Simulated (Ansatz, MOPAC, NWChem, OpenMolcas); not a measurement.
**How methods differ on GeH3 (SMILES [GeH3])**

GeH3, doublet, SMILES `[GeH3]`. Each level relaxes the structure for itself.

Each level gives the highest harmonic wavenumber at each level's own minimum (cm⁻¹). The values are calculated.

```tsv
level	kind	program	value (cm⁻¹)
PM3	semi-empirical	MOPAC	1919
PM6-D3H4X	semi-empirical	MOPAC	2429
PM6-DH2	semi-empirical	MOPAC	2427
PM7	semi-empirical	MOPAC	2378
UHF/3-21G	Hartree–Fock	OpenMolcas	2146
UHF/6-31G* (Cartesian functions)	Hartree–Fock	OpenMolcas	2218
UHF/cc-pVTZ	Hartree–Fock	OpenMolcas	2213
UB3LYP/6-311G**	global hybrid	NWChem	2116
UPBE0-D4/def2-TZVP	global hybrid	Ansatz	2151
CASSCF(3,3)/6-31G** (Cartesian functions)	multireference	OpenMolcas	2233
```

All-electron rows without a relativistic Hamiltonian named are non-relativistic. Harmonic and unscaled. The values span 1919 to 2429 cm⁻¹.

The highest mode of GeH3 is a Ge–H stretch, in which light hydrogen moves against a much heavier germanium atom, so the wavenumber mainly tracks the stiffness of the bond. The largest disagreement is among the semi-empirical methods, with PM3 lowest at 1919 cm⁻¹ and the PM6 variants highest. The latter lie well above the usual region for germanium hydrides, probably because the parametrisation makes the bond too stiff. Their near-coincidence shows that the added dispersion and hydrogen-bond terms hardly touch this stretch.

Hartree–Fock lacks the correlation that admixes antibonding character and softens a bond, and its two larger-basis values do lie above both hybrids. UHF/3-21G breaks this order, falling just below PBE0. The CASSCF value is no measure of the full correlation effect, since three active orbitals cannot treat three equivalent Ge–H bonds evenly along with the radical orbital. Agreement on this stretch would not establish how well a method describes the radical's pyramidal shape or inversion.
